Wurtzite ZnS (P6_3mc, 4 atoms per cell) at uniformly scaled volumes with atoms fixed, computed with Ansatz 0.2.0 using all-electron LAPW, the PBE functional and scalar relativity, without spin polarization. All runs use an 8×8×5 k mesh, Fermi-Dirac smearing of 0.03 eV and a basis error target of 1 meV/atom; the band gap is taken on the k mesh.

```
volume (Å³/atom)     c/a  shortest distance (Å)  band gap (eV)  smallest direct gap on path (eV)
          18.427  1.6358                  2.267          2.543                             2.543
          18.819  1.6358                  2.283          2.446                             2.446
          19.211  1.6358                  2.299          2.347                             2.347
          19.407  1.6358                  2.306          2.298                             2.298
          19.603  1.6358                  2.314          2.251                             2.251
          19.799  1.6358                  2.322          2.204                             2.204
          19.995  1.6358                  2.329          2.157                             2.157
          20.387  1.6358                  2.345          2.067                             2.067
          20.779  1.6358                  2.360          1.979                             1.979
```

Zinc sulfide loses band gap when it is stretched. From the tightest to the widest cell the gap falls from 2.543 to 1.979 eV, and it falls at every step between. That is about 47 meV for each percent of volume, or for each third of a percent of bond length. The band gap and the smallest direct gap agree in every row, so in each row the top of the valence band and the bottom of the conduction band share one wave vector.

The reason lies in the kind of state that forms each edge. The table lists neither the orbital characters nor the wave vector of the edges, but for zinc sulfide both are well established. Both edges lie at Γ, where the wave repeats with the same phase in every cell. There the Zn 4s and S 3s orbitals combine into bonding levels deep in the valence bands and antibonding levels above the gap, the lowest of which forms the bottom of the conduction band. The top of the valence band is mainly S 3p, with some Zn 4p mixed in as a bond.

Stretching the crystal reduces the overlap between neighbours. The antibonding level was held high by that overlap, so it sinks. The valence top was held down by its bonding with Zn 4p, and this hold loosens too. Both changes bring the edges closer together. The filled Zn 3d shell works the other way: it pushes the valence top upward, and this push also fades with distance. In this picture, the computed fall of the gap means that the first two effects win.

In the calculation both edges move down on expansion, the conduction edge by 2.3 eV and the valence edge by 1.7 eV. Neither figure has a meaning of its own, because the potential inside an endless crystal has no natural zero and its average shifts with the volume. What can be trusted is the difference: the conduction edge sinks by 0.56 eV relative to the valence edge.

Silicon makes a useful comparison. It has the same tetrahedral bonding, yet its gap is known to shrink slightly under compression. Its lowest conduction state lies far from Γ and has a different character, so it does not rise with the s-type antibonding level. To guess how a gap responds to volume, one should therefore ask first which state forms the conduction edge. An s-type antibonding state at Γ usually means a gap that opens on compression.

How strong should the effect be? A rule of thumb lets the couplings between neighbouring orbitals scale as 1/d², where d is the distance between the atoms. The crudest use of the rule applies it to the whole gap, starting from the cell at 19.603 Å³/atom with its shortest distance of 2.314 Å:

E_gap(d) = 2.251 eV × (2.314 Å / d)²

tightest cell, d = 2.267 Å: 2.345 eV
widest cell, d = 2.360 Å: 2.164 eV

The rule thus predicts a fall of 0.18 eV. The full calculation gives 0.56 eV, about three times as much. The direction is right and the size is not.

The failure is instructive. The 1/d² rule was made for a single coupling, whereas the gap is the distance between two levels, each set by several larger energies. Some of these widen the gap, some narrow it, and some hardly depend on distance at all. Such a difference can change by a much larger fraction than any of its parts. This explains why the rule may fail, but not why the factor is three, since the calculation does not report the parts separately.

The gap also responds more strongly as the crystal is squeezed, except in the last step. A fair measure is the change of the gap per relative change of volume, called the volume deformation potential:

D = ΔE_gap / Δ ln V

Between the two widest cells D is −4.61 eV, and it grows in size step by step to −4.82 eV as the cells get smaller. Overlap rises more steeply at short range, so this is the expected direction. In the last step, to the tightest cell, D drops back to −4.59 eV.

The two band edges show where this break comes from. A cubic curve through four evenly spaced neighbours can be continued to the tightest cell and compared with the computed edge. The conduction edge lands on its curve to within 0.1 meV, but the valence edge lies about 6 meV above its own. The same test on the next cell leaves the valence edge only 0.2 meV off. If the valence edge had stayed on its curve, D in the last step would have been −4.86 eV, in line with the rest.

The likely cause is a change of the state that sits on top of the valence band. In wurtzite the c axis differs from the other directions, so the S 3p level at Γ splits into a pair pointing across the axis and a single state pointing along it. The two lie close together and need not move at the same rate when the volume changes. If they cross, the valence edge passes from one to the other, and the higher of two crossing curves always bends upward. An edge that lies too high in the tightest cell is what such a crossing would produce. 
The Fermi levels of the same runs support this. With a smearing width of 0.03 eV, a minute fraction of the electrons is lifted across the gap, and the Fermi level sits where electrons and holes balance. The more states crowd near the valence top, the further it lies above the middle of the gap. Its height therefore gives an effective count of these states, in which a state at the very top counts as one and a deeper state counts for less:

count = exp[2 (E_Fermi − E_middle) / 0.03 eV]

This takes a single state at the conduction edge. The size of the smearing entropy in these runs fits one such state at one point of the 320 on the mesh, and only Γ stands alone in that way. The count is 2.1 in the widest cell, rises to 3.3 in the second tightest and falls back to 3.0 in the tightest. That is how a pair and a single state behave when they draw together, meet and part again. The small excess over three is expected from neighbouring wave vectors. The counts also suggest the order. At the meeting point the neighbouring wave vectors add about 0.3 to the three states. If that share changes little with volume, a pair on top in the widest cell would give about 2.3 or more, above the 2.1 found there. The single state is therefore probably on top in the wide cells, with the pair close below it, and the pair on top in the tightest.

Where the crossing falls depends on details that these cells lack. The atoms were not allowed to relax, and forces of 0.25 to 0.40 eV/Å along the c axis remain on them. The four bonds of an atom are not equal: in the cell at 19.603 Å³/atom equal bonds would be about 0.02 Å longer than the shortest distance of 2.314 Å. The larger stress across the axis suggests three short bonds and a long one along the axis, which is expected to lift the single state. In relaxed wurtzite ZnS the pair is known to lie on top, so the order in the wide cells probably belongs to this geometry. Spin-orbit coupling is also left out, and in zinc sulfide it splits the valence top by several hundredths of an eV, roughly. The volume of the break should therefore not be carried over to a real crystal.

The fixed shape matters as well for anyone who wants to turn the table into a pressure scale. The tightest cell is under 8.9 GPa across the c axis but only 5.9 GPa along it, so the series describes uniform scaling and not a sample in a pressure fluid. The mean pressure passes through zero near 20.2 Å³/atom, where interpolation gives a gap of 2.10 eV.

Measured gaps of zinc sulfide are near 3.8 eV, a rough recalled value. The missing spin-orbit coupling and atomic vibrations change a gap like this by about a tenth of an eV, so most of the shortfall of 1.7 eV belongs to PBE, which is known to make gaps too small. Even the tightest cell is still about 1.3 eV short, so a better lattice constant would not cure the error. The table is better used for shifts of the gap under uniform scaling than for the gap itself. Even these shifts probably follow the single state in all steps but the last. With the pair on top, D is expected to be about 0.3 eV smaller in size, as in that last step.
